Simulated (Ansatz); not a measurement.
Strength of the C–C bond: C3H4F2O → C2H3O + CHF2

Species: C3H4F2O `CC(=O)C(F)F`, singlet; C2H3O (acetyl radical) `C[C]=O`, doublet; CHF2 (difluoromethyl radical) `F[CH]F`, doublet. 

Shapes, held fixed at every level: PBE0-D4/def2-TZVP. Flexible molecules stand in one conformer, not always the lowest. Programs: Ansatz 0.2.0. The zero-point and thermal change to 298 K, harmonic and unscaled (PBE0-D4/def2-TZVP), is -14.6 kJ/mol.

(1) Estimate ΔH(298 K) of this reaction.

Answers

(1) The highest level, CCSD(T)/CBS estimate, gives ΔH(298 K) = +348.8 kJ/mol; the levels span +255.9 to +388.3. The column of differences is taken from that level and isn't an error. Hartree–Fock misses the correlation of the pair that is broken and comes out low. No measured value is set beside it here. Open shells run unrestricted unless RO is named. The CBS estimate extrapolates MP2 from def2-TZVPP and def2-QZVPP and adds CCSD(T) − MP2 in the triple-zeta set, cores frozen.

```tsv
level	kind	ΔH(298 K) (kJ/mol)	less CCSD(T)/CBS estimate
HF/def2-SVP	Hartree–Fock	+255.9	-92.9
SPW92/def2-TZVPP	LDA	+388.3	+39.5
PBE-D4/def2-TZVPP	GGA	+326.5	-22.3
BHLYP-D4/def2-TZVPP	global hybrid	+322.1	-26.7
B2PLYP/def2-TZVPP	double hybrid	+321.5	-27.3
MP2/def2-SVP	perturbation theory	+349.3	+0.5
CCSD(T)/def2-TZVPP	coupled cluster or CI	+340.1	-8.7
CCSD(T)/CBS estimate	coupled cluster or CI	+348.8	0.0
```

Breaking this C–C bond costs about +348.8 kJ/mol, so it is a strong covalent bond despite its two electron-poor carbons. The carbonyl and difluoromethyl carbons both carry partial positive charge, which probably weakens the intact bond somewhat. On the product side, acetyl is a σ radical whose unpaired electron interacts with the oxygen lone pair, while fluorine lone pairs delocalise the spin in pyramidal CHF2 against their inductive pull. The thermal correction is negative because vibrations of the parent molecule become free translation and rotation of the fragments, with a loss of zero-point energy.

Coupled cluster rises from +340.1 to +348.8 kJ/mol on extrapolation, so the triple-zeta basis still under-describes the correlation gained in forming the bond. The near-exact match of MP2/def2-SVP therefore probably reflects cancellation between its small basis and its perturbative treatment of correlation, and doesn't recommend it for related bonds. A single dissociation enthalpy cannot separate weakening of the parent bond from stabilisation of the radicals.
